Naively, each costlier level of theory should bring the atomization energy closer to the exact answer. For Si(μ-H)₂BH, in which two hydrogen atoms bridge silicon and boron, the cheap second-order level RMP2 spoils that order. It lies only 0.7 kJ/mol below the reference, nearer than RCCSD(T) with 2.1 and far nearer than RCCSD with 19.7. Before choosing MP2 on this evidence, one should ask where its small error comes from.

Atomization energies of Si(μ-H)₂BH (neutral singlet) relative to RCCSDTQ, computed with Ansatz 0.2.0 in the cc-pVDZ basis at the PBE0/def2-TZVP geometry. Only electrons outside the noble-gas cores are correlated. Levels marked "valence" use an active space of 10 electrons in 11 orbitals for the molecule.

| level | this level less the reference (RCCSDTQ, same basis) (kJ/mol) |
| --- | --- |
| RHF | -285.85 |
| RMP2 | -0.72 |
| CISD | -65.69 |
| RCCSD | -19.65 |
| RCCSD(T) | -2.08 |
| BCCD(T) | -1.86 |
| RCCSDT | -1.28 |
| RCCSDT(Q) | -0.04 |
| CASSCF valence | -119.87 |
| NEVPT2 valence | -24.79 |
| MRCISD valence | -18.91 |
| MRCISD+Q valence | -7.11 |
| MRCISD+Q(relaxed) valence | -4.18 |
| PBE | 112.45 |
| r2SCAN | 110.48 |
| PBE0 | 96.24 |
| B3LYP | 85.61 |
| wB97M-V | 124.40 |
| B2PLYP | 60.36 |
| PBE-QIDH | 66.16 |
| RPA-PBE | -44.65 |

An atomization energy is the energy of the separate atoms minus that of the molecule, so its error is a difference too:

$$\Delta D = a - m .$$

Here $m$ is how far a method places the molecule above its CCSDT(Q) energy, and $a$ is the same for the atoms. CCSDT(Q) serves as the yardstick because its atomization energy agrees with the reference to 0.04 kJ/mol. The total energies of the molecule give $m$, and $a$ then follows from the tabulated error. For MP2, $m$ is 116 kJ/mol and $a$ is 115: both energies are poor, and the two faults cancel.

Nothing in the theory demands this cancellation. Suppose that MP2 missed the same share of the correlation energy in atoms and molecule. Its molecular shortfall is 115.7 of 614.7 kJ/mol, and correlation contributes 285.8 to the binding, so the error should be $-(115.7/614.7)\times 285.8 \approx -54$ kJ/mol. This estimate, which has no fitted constant, fails because MP2 misses a much larger share in the atoms. A plausible reason is that in free boron and silicon the filled s level lies close to partly empty p levels, and second-order theory describes the strong mixing between them badly.

Coupled cluster earns its accuracy in a sounder way. RCCSD treats electrons that avoid each other in pairs, and products of such pairs, but leaves out the genuine joint motion of three. Boron has only three valence electrons and silicon four, whereas the molecule has ten close together, so these triple excitations stabilize the molecule more than the atoms. Adding them approximately, as (T) does, raises the atomization energy by 17.6 kJ/mol, while all later steps together add only about 2. Even here some luck remains, for the molecular energy of RCCSD(T) is 4 kJ/mol too high and half of that cancels.

The same count of electrons explains the configuration-interaction levels. CISD omits the simultaneous excitation of two separate pairs, which matters in the molecule but hardly in such small atoms, and it underbinds by 66 kJ/mol. MRCISD starts from all arrangements of the electrons in the valence orbitals and reduces the error to 19. Almost all of that error lies in the molecule, since its atoms are within 1 kJ/mol of the yardstick.

The correction marked +Q estimates the excitations that MRCISD leaves out, and here it goes too far in the atoms. In its relaxed form it lowers the molecule by 22 kJ/mol, which is roughly what was needed, but it also lowers the atoms by 7, where less than 1 was lacking. The remaining underbinding of 4 kJ/mol therefore comes from the atoms. The cheaper multireference levels do worse: CASSCF leaves out most of the short-range avoidance of electrons, and NEVPT2 restores it only to second order. This molecule is well described by one dominant configuration, so a multireference start has little to offer in return for its cost.

The density functionals need a different reading. Apart from RPA, which is known to underbind, they lie 60 to 124 kJ/mol above the reference. That reference was computed in a small basis, in which wave-function methods lose part of their correlation binding, whereas ordinary functionals depend less on basis size. The offsets thus mix the error of the functional with that of the basis, and the table can't be used to rank functionals.

What accuracy is worth paying for depends on the purpose. Hydrides of silicon and boron serve as precursors for boron-doped silicon, and their gas-phase equilibria depend exponentially on energy. At 900 K, an error as large as that of RCCSD would change an equilibrium constant by a factor of 14 if it did not cancel in the reaction; for RCCSD(T) the factor is 1.3. As far as the treatment of correlation goes, most such estimates need nothing better, but the error of the small basis comes on top.

The costs point the same way. By formal scaling, doubling the system makes MP2 about 32 times and CCSD(T) about 128 times as expensive. For this molecule, leading operation counts put one cycle of full CCSDT at roughly 36 times the work of the (T) step, and the converged calculation, which needs many cycles, gains only 0.8 kJ/mol. A larger basis should change the result by far more than that, as correlation energies converge slowly with basis size. The sensible order is therefore CCSD(T) first, a better basis next, and higher excitations only when an accuracy of about 1 kJ/mol is required. The printed analysis below gives the split into atoms and molecule for most of the wave-function levels.

The analysis program printed:

```
Molecule above its CCSDT(Q) energy, rows RHF to MRCISD in table order, kJ/mol: 614.7, 115.7, 74.32, 26.43, 4.132, 4.032, 1.331, 0, 343.9, 85.13, 19.57
Atoms above their CCSDT(Q) energy, same rows, kJ/mol: 328.9, 115, 8.666, 6.825, 2.092, 2.212, 0.09063, 0, 224.1, 60.38, 0.703
Error if atoms and molecule missed the same share of correlation, same rows, kJ/mol: -285.8, -53.8, -34.56, -12.29, -1.921, -1.875, -0.6187, 0, -159.9, -39.58, -9.101
Molecule above CCSDT(Q), MRCISD+Q(relaxed), kJ/mol: -2.063
Atoms above CCSDT(Q), MRCISD+Q(relaxed), kJ/mol: -6.203
Lowering of the molecule by the relaxed Davidson correction, kJ/mol: 21.64
Lowering of the atoms by the relaxed Davidson correction, kJ/mol: 6.906
Gain in atomization energy from CCSD to CCSD(T), kJ/mol: 17.57
Gain from CCSD(T) to CCSDT, kJ/mol: 0.8
Gain from CCSDT to CCSDT(Q), kJ/mol: 1.24
BCCD(T) less CCSD(T), kJ/mol: 0.22
Gain from CASSCF to NEVPT2, kJ/mol: 95.08
PBE0 less PBE, kJ/mol: -16.21
PBE-QIDH error estimated from exact exchange alone, kJ/mol: 67.71
PBE-QIDH error estimated from exchange and one third MP2 correlation, kJ/mol: 51.6
PBE-QIDH error in the table, kJ/mol: 66.16
Cost of the (T) step over one CCSD cycle, leading term: 5
Cost of one CCSDT cycle over the (T) step, leading term: 36
Cost of the (Q) step over the (T) step, leading term: 180
Cost of one CCSDTQ cycle over the (T) step, leading term: 6480
Cost factor on doubling the system, MP2: 32
Cost factor on doubling the system, CCSD(T): 128
Factor in an equilibrium constant at 900 K if the CCSD error does not cancel: 13.82
Factor in an equilibrium constant at 900 K if the CCSD(T) error does not cancel: 1.32
```
